\section*{How many extra electrons can a hydrogenic centre bind? The singlet spectrum of H$^-$}

\subsection*{Problem}
H$^-$ is also the effective-mass model of the negative donor D$^-$. With a fixed nucleus, lengths in $a_0=0.05292$ nm and energies in $E_h=27.211$ eV,
\begin{equation}
H=h_1+h_2+\frac{1}{r_{12}},\qquad h=T-\frac1r,\qquad T=-\tfrac12\nabla^2 .
\end{equation}
The 1s orbital is $\phi=e^{-r}/\sqrt{\pi}$, with dipole polarisability $\alpha_d=\tfrac92a_0^3$. The detachment threshold, H(1s) plus an electron at rest, is $-\tfrac12E_h=-13.606$ eV. Nuclear motion, of relative size $m_e/m_p=5.4\times10^{-4}$, is neglected.

(a) Why is there no Rydberg series?
(b) Show that a $^1S$ level is bound, using $\Psi\propto e^{-ar_1-br_2}+e^{-br_1-ar_2}$ with $a=1.04\,a_0^{-1}$ and $b=0.28\,a_0^{-1}$ (Chandrasekhar's form, exponents chosen near its optimum).
(c) Show that no second singlet level is bound.
(d) Scale to an isolated donor in bulk GaAs at zero field, with typical values $m^*=0.067\,m_e$ and $\varepsilon_r=12.9$.

\subsection*{(a) The tail}
For nuclear charge $Z>1$ a distant electron sees $-(Z-1)/r$, which gives infinitely many $1snl$ levels near $-Z^2/2-(Z-1)^2/2n^2$. For $Z=1$ the core is neutral. What remains is the static term $-(1+1/r)e^{-2r}$, short-range exchange, and the polarisation tail $-\alpha_d/2r^4=-9/(4r^4)$. Hardy's inequality $T\ge 1/(8r^2)$ outweighs this tail beyond $r=\sqrt{18}\,a_0=4.24\,a_0=0.22$ nm. A tail that falls faster than $r^{-2}$ supports no infinite series, but this asymptotic argument does not give the number of levels.

\subsection*{(b) At least one level}
For normalised orbitals with exponents $a$ and $b$, the squared overlap is $\Delta^2=64(ab)^3/(a+b)^6=0.2988$ and the direct repulsion is $J=ab(a^2+3ab+b^2)/(a+b)^3=0.2575\,E_h$. Then
\begin{equation}
E=\frac{\tfrac{a^2+b^2}{2}-(a+b)+J+\Delta^2\left[ab-\tfrac{11}{16}(a+b)\right]}{1+\Delta^2}
=\frac{-0.7400+0.2575-0.6163\,\Delta^2}{1+\Delta^2}\,E_h=-0.5133\,E_h .
\end{equation}
This variational upper bound lies below threshold, so a $^1S$ level exists. The trial binding, $0.0133\,E_h=0.362$ eV, is a floor for the true binding.

\subsection*{(c) At most one singlet level}
Variational energies cannot exclude further levels. For that we need an operator $H_L\le H$; by the min--max principle $H$ has no more levels below threshold than $H_L$. Following the idea of Hill (1977), replace $1/r_{12}$ by a smaller operator built on projection onto 1s.

\emph{Step 1.} Let $P=|\phi\rangle\langle\phi|$ and $Q=1-P$. Let $\Pi$ project on the symmetric (singlet) functions $[\phi(1)f(2)+f(1)\phi(2)]/\sqrt2$ with $f\perp\phi$. The Cauchy--Schwarz inequality gives
\begin{equation}
\frac1{r_{12}}\ge\Pi\,(\Pi r_{12}\Pi)^{-1}\Pi ,
\end{equation}
with the inverse taken on the range of $\Pi$. Since $\Pi$ commutes with $h_1+h_2$, $H_L$ splits into three singlet blocks: $\phi\phi$ at $-E_h=-27.211$ eV; neither electron in 1s, at or above $-\tfrac14E_h=-6.803$ eV; and the range of $\Pi$. The first block supplies one level and the second none. The third must be shown to lie at or above $-\tfrac12E_h$.

\emph{Step 2.} In the third block $\langle r_{12}\rangle=\langle f|U|f\rangle+X$, where
\begin{equation}
U(r)=\int\phi^2(r')\,|\mathbf r-\mathbf r'|\,d^3r'=r+\frac1r-\Big(\frac12+\frac1r\Big)e^{-2r}\le\tilde U=r+\frac1r .
\end{equation}
The exchange term is $X=\iint\rho(1)\,r_{12}\,\rho(2)$ with $\rho=\phi f$. The Fourier transform of $r$ is $-8\pi/k^4$, and $\int\rho=0$ makes the $k$ integral converge, so $X\le0$. Hence $\Pi r_{12}\Pi\le Q\tilde UQ$, and the inverses obey the opposite inequality.

\emph{Step 3.} The inverse of a block is a Schur complement of the full inverse:
$\langle f|(Q\tilde UQ)^{-1}|f\rangle=\min_\lambda\langle g|\tilde U^{-1}|g\rangle$ with $g=f+\lambda\phi$. Also $\langle f|h|f\rangle=\langle g|h+\tfrac12P|g\rangle$, because $h\phi=-\tfrac12\phi$. The energy above threshold is therefore non-negative if
\begin{equation}
T+\tfrac12P\ \ge\ W,\qquad W=\frac1r-\frac1{\tilde U}=\frac{1}{r(1+r^2)} .
\end{equation}
For $l\ge1$, $r^2W\le\tfrac12<l(l+1)/2$, so the centrifugal term suffices.

\emph{Step 4, $s$ waves.} On radial functions $u=rg$, $T^{-1}$ has the kernel $2\min(r,r')$. Acting on the normalised $u_{1s}=2re^{-r}$ it gives $4p$, with $p=2-(r+2)e^{-r}$ and $\langle u_{1s}|4p\rangle=10$. The rank-one inversion has denominator $2+10=12$, so $(T+\tfrac12P)^{-1}$ has the kernel
\begin{equation}
\Gamma(r,r')=2\min(r,r')-\tfrac43\,p(r)p(r') .
\end{equation}
The condition holds if every eigenvalue $\mu_n$ of $W^{1/2}\Gamma W^{1/2}$ is below 1 (Birman--Schwinger). Their squares sum to the dimensionless number
\begin{equation}
\Sigma=\iint W(r)W(r')\,\Gamma^2\,dr\,dr'=\frac{\pi^2}{3}-\frac{16}{3}J_2+\frac{16}{9}J_1^2 ,
\end{equation}
\begin{equation}
J_1=\int_0^\infty Wp^2\,dr=0.960,\qquad
J_2=\int_0^\infty\Big[\int_s^\infty Wp\,dr\Big]^2ds=0.800 .
\end{equation}
The term $\pi^2/3=3.290$ is $\iint 4\min(r,r')^2\,WW$, and $J_2$ follows from $\min(r,r')=\int_0^\infty\theta(r-s)\theta(r'-s)\,ds$. So $\Sigma=0.66$, and $\mu_{\max}$ cannot exceed $\sqrt\Sigma=0.81$, which is below 1.

With (b), exactly one singlet level lies below $-13.606$ eV, and it is $^1S$. For triplets $X$ enters with the opposite sign, so Step 2 fails. Hill's full treatment covers that case and leaves no triplet level below threshold; that part is quoted here and not derived.

\subsection*{(d) D$^-$ in GaAs}
An isotropic parabolic band with static screening gives the same Hamiltonian in scaled units:
\begin{equation}
E_h^*=E_h\frac{m^*/m_e}{\varepsilon_r^2}=10.96\ \text{meV},\qquad
a^*=a_0\frac{\varepsilon_r}{m^*/m_e}=10.2\ \text{nm}.
\end{equation}
The threshold, neutral donor plus a band-edge electron, lies $5.48$ meV below the state with both electrons at the band edge. The crossover radius of (a) becomes $43$ nm. The level count is scale-free: in this model the donor holds a second electron in one spin-singlet state and has no bound excited state, so absorption by D$^-$ near threshold is photodetachment into a continuum. The count does not transfer automatically to multivalley silicon, quantum wells or magnetic fields, where the Hamiltonian differs.

The model's trial binding is $0.0133\,E_h^*=0.146$ meV, or $1.7$ K in temperature units. It misses on the low side by about a factor of two: the typical H$^-$ binding is about $0.75$ eV, which scales to $0.30$ meV, and the trial function, having no dependence on the angle between the electrons, can only underbind.